Cubic fluorite-type HfO2, relaxed under pressure or scaled from its rest volume, computed with Ansatz 0.2.0 (PBE, plane-wave PAW, scalar-relativistic, no spin polarisation, 420 eV cutoff, Γ-centred 8×8×8 k mesh). Frequencies are zone-centre optical modes from linear response; only the longitudinal column includes the long-range electric field.

```tsv
volume per atom (Å³)	applied pressure (GPa)	volume over rest	lowest phonon frequency (cm⁻¹)	highest phonon frequency (cm⁻¹)	highest longitudinal frequency (cm⁻¹)	dielectric clamped	dielectric relaxed	Born charge first Hf (e)
9.74	40	none	338.1	675.6	695.6	5.27	22.3	5.60
9.87	35	none	326.1	663.6	685.8	5.27	23.3	5.59
10.00	30	none	313.5	651.0	675.6	5.27	24.5	5.59
10.29	20	none	285.8	624.4	653.9	5.27	27.6	5.57
10.35	18	none	279.8	618.8	649.3	5.27	28.4	5.57
10.42	16	none	273.6	613.1	644.6	5.27	29.3	5.57
10.67	9	none	250.5	592.3	627.5	5.28	33.1	5.55
10.75	7	none	243.4	586.1	622.3	5.29	34.6	5.55
10.78	6	none	239.7	583.0	619.7	5.29	35.3	5.55
10.82	n/a	0.98	236.7	580.4	617.5	5.29	36.0	5.55
10.95	2	none	224.3	570.0	608.9	5.30	39.0	5.55
10.99	1	none	220.2	566.6	606.1	5.30	40.1	5.54
11.04	0	none	216.0	563.3	603.3	5.30	41.4	5.54
11.18	n/a	none	202.9	552.9	594.5	5.31	45.6	5.54
11.26	n/a	1.02	195.1	546.9	589.5	5.32	48.6	5.54
```

Squeezing cubic HfO2 by 13 % in volume, from the last row to the first, raises its lowest phonon by about 70 %, its highest by only about 25 %, and more than halves the static dielectric constant. No single row jumps out of line. What fails is the simple rule that each frequency follows one fixed power of the volume: for the lowest phonon that power itself grows with every step down the table, once it is taken with the unrounded volumes of the runs. One way to read the pattern is as a mode whose square is a small remainder of two large quantities.

The rule is usually written $\omega\propto V^{-\gamma}$, where $\omega$ is a frequency, $V$ the volume and $\gamma$ the Grüneisen parameter. A value of 3 means that 1 % less volume gives a 3 % higher frequency. In the topmost rows, from 40 to 30 GPa, $\gamma$ is 2.9 for the lowest phonon and 1.4 for the highest. So the two modes already respond differently where the crystal is stiffest.

They are different motions. In the lowest phonon hafnium moves against both oxygens, which separates charge and creates an electric dipole. In the highest phonon the two oxygens move against each other, and their dipoles cancel. The column "highest longitudinal frequency" therefore belongs with the lowest phonon, although its values lie close to the highest one. It is the same hafnium–oxygen motion, stiffened by the electric field that a longitudinal wave sets up. The other two frequency columns leave this field out, which is why a longitudinal value can lie above the "highest" phonon.

That kinship gives a simple model. With $\omega_L$ for the longitudinal frequency and $\omega_T$ for the lowest phonon,

$$\omega_T^2=\omega_L^2-\Delta,\qquad \Delta\propto\frac{Z^2}{\varepsilon_\infty V}.$$

Here $Z$ is the Born charge of Hf, the charge that its displacement effectively carries, and $\varepsilon_\infty$ is the clamped dielectric constant, with the atoms held still. Both change by only about 1 % over the whole table, so $\Delta$ falls only somewhat faster than $1/V$. Taking the volume derivative of each term gives

$$\gamma_T=\frac{\gamma_L\,\omega_L^2-\gamma_\Delta\,\Delta}{\omega_T^2},$$

where $\gamma_\Delta$ is half the power with which $\Delta$ falls. The small $\omega_T^2$ in the denominator is the amplifier.

Going down the table, one can watch the amplifier grow. At 40 GPa $\omega_L^2$ is 4.2 times $\omega_T^2$; at 16 GPa the ratio is $(644.6/273.6)^2\approx5.55$. Neither large square does anything unusual here, but what is left between them shrinks. The row at 10.82 Å³, which was set by volume instead of pressure, falls into place between its neighbours at 6 and 2 GPa.

At rest the ratio has reached 7.80, so $\Delta$ is 6.80 times $\omega_T^2$. Power laws fitted to the eleven rows under positive pressure give $\gamma_L=1.138$ and $\gamma_\Delta=1.218/2=0.609$. Hence

$$\gamma_T\approx7.80\times1.138-6.80\times0.609\approx4.7.$$

The two rows 2 % either side of rest give 4.8 directly. None of these three rows was used in the fits, although the estimate does take the two frequencies at rest from the table.

The last two rows are stretched: the one at 11.18 Å³ is under a tension of 3 GPa, the one at 11.26 Å³ has 2 % more volume than at rest. A fixed power law for the lowest phonon, fitted to the same eleven compressed rows, overshoots the last row by 10.5 cm⁻¹, or 5 %. The difference of the two fitted squares misses it by 0.6 cm⁻¹, its largest error in any row; the small drift arises because the two exponents are not quite constant. The analysis printed below gives the details.

This success is not proof of a cause. The difference model has four constants against two, and the calculation itself obtains $\omega_L^2$ by adding $\Delta$, built from the Born charge, to $\omega_T^2$, so the formula for $\gamma_T$ is an identity. Nor is it the only compact description. The lowest phonon is nearly a straight line in volume: it falls by about 96 cm⁻¹ per Å³ from 40 to 30 GPa, by 93 from 20 to 9 GPa and by 95 from rest to the last row. A constant slope of 94 already gives $\gamma=94\,V/\omega_T$, which is 2.8 at 35 GPa and 4.8 at rest. What the model does show is that two smooth power laws are enough to make $\gamma$ grow; no sudden change in the bonding or the electronic state is needed.

The deeper reason is standard lattice theory. Short-range repulsion between Hf and O pushes displaced atoms back, while the dipoles created by the displacement attract one another and favour moving further. Repulsion weakens quickly as the bonds lengthen, the dipole attraction only slowly, so their balance softens fast on stretching. The calculation does not separate these two forces, and $\omega_L^2$ and $\Delta$ are not simply their sizes. Another ionic crystal with a single polar mode should show the same amplification if that mode lies far below its longitudinal partner and if $\gamma_L$ is again larger than $\gamma_\Delta$.

The static dielectric constant, in the column "dielectric relaxed", inherits the effect through the Lyddane–Sachs–Teller relation, $\varepsilon_0=\varepsilon_\infty\,\omega_L^2/\omega_T^2$. At rest this gives $5.30\times7.80\approx41$, as tabulated. Pairing the longitudinal mode with the highest phonon instead would give about 6. Most of the large constant thus comes from one soft motion of the atoms, and hardly any of its change from the electrons.

This makes the static constant of cubic HfO2 very sensitive to density. Two per cent more volume raises $\varepsilon_0$ by 17 %, and two per cent less lowers it by 13 %. PBE usually gives volumes that are somewhat too large. By itself this would make the computed constant too high, and its percentage response to volume too, because that response grows as the mode softens. The figures hold for the cubic phase under equal strain in all directions; a film strained only in its plane was not calculated.

The course is so smooth because almost nothing can change along it. Symmetry fixes every atom, leaving the lattice constant as the only freedom, and the crystal remains an insulator with a computed gap near 4 eV. There is only one polar motion at the zone centre, and symmetry forbids it to mix with the oxygen–oxygen mode.

On further compression, if the crystal stays cubic, a kink should appear that is only a change of label. The highest phonon rises faster than the longitudinal mode, and continuing their slopes from the top of the table makes them meet near 8.9 Å³ an atom. Beyond that point a column that always takes the highest frequency would switch to the oxygen–oxygen motion, while both modes carried on smoothly.

On further stretching, the break would be real: the lowest phonon would reach zero and the cubic crystal would become unstable against a polar distortion. The difference model puts this at 14 % more volume than at rest, a straight line through $\omega_T^2$ at rest and in the last row at 11 %, and a straight line in the frequency itself at about 21 %. The second is probably early, because $\omega_T^2$ curves upward against volume. The third is probably late, because a frequency is expected to drop steeply as its square nears zero. The point is known only roughly. Another instability needs no stretching at all. At zero temperature, cubic HfO2 is known to be unstable at its rest volume towards the tetragonal form, through a motion that alternates from cell to cell. Phonons at the zone centre cannot show it, so the real frequencies in this table do not prove that the crystal is stable.

Printed output of the fit:

```
fit of log(w) on 11 rows (applied_pressure > 0): constant 5.396 +/- 0.0058, coefficient of lnv -3.536 +/- 0.084; rms 0.01, worst 10.99 0.0157, leave-one-out rms 0.013
  rows outside the fit (model, value, miss): 10.82 5.467, 5.467, 0.000602; 11.04 5.396, 5.375, 0.0207; 11.18 5.352, 5.313, 0.039; 11.26 5.326, 5.274, 0.0524
fit of log(lo) on 11 rows (applied_pressure > 0): constant 6.403 +/- 0.00014, coefficient of lnv -1.138 +/- 0.002; rms 0.000234, worst 9.74 0.000383, leave-one-out rms 0.000304
  rows outside the fit (model, value, miss): 10.82 6.426, 6.426, 0.0001; 11.04 6.403, 6.402, 0.000372; 11.18 6.389, 6.388, 0.000839; 11.26 6.38, 6.379, 0.000976
fit of log(split) on 11 rows (applied_pressure > 0): constant 12.67 +/- 0.00017, coefficient of lnv -1.218 +/- 0.0025; rms 0.0003, worst 10.99 0.000452, leave-one-out rms 0.000383
  rows outside the fit (model, value, miss): 10.82 12.69, 12.69, 0.000232; 11.04 12.67, 12.67, 0.00041; 11.18 12.65, 12.65, 0.00123; 11.26 12.64, 12.64, 0.0014
volume exponent of lowest phonon, 30 to 40 GPa: 2.904
volume exponent of lowest phonon, 2 % either side of rest: 4.831
volume exponent of highest phonon, 30 to 40 GPa: 1.426
volume exponent of highest phonon, 2 % either side of rest: 1.486
exponent of lowest phonon from the difference of squares, 35 GPa: 2.948
exponent of lowest phonon from the difference of squares, at rest: 4.735
longitudinal square over lowest-phonon square, at rest: 7.801
longitudinal square over lowest-phonon square, 40 GPa: 4.233
constant-exponent law less computed lowest phonon at volume x 1.02, cm^-1: 10.5
difference model less computed lowest phonon at volume x 1.02, cm^-1: 0.6315
largest miss of the difference model over all rows, cm^-1: 0.6315
largest mismatch of root of difference of squares with value from Born charge, cm^-1: 0.7376
static dielectric constant at rest if the highest phonon were wrongly taken as partner: 6.079
change of static dielectric constant at volume x 1.02, %: 17.39
change of static dielectric constant at volume x 0.98, %: -13.04
extrapolated volume where highest phonon meets longitudinal mode, A^3 an atom: 8.85
extrapolated expansion to zero lowest phonon, difference model, %: 13.88
extrapolated expansion to zero lowest phonon, straight line in the square, %: 10.86
```
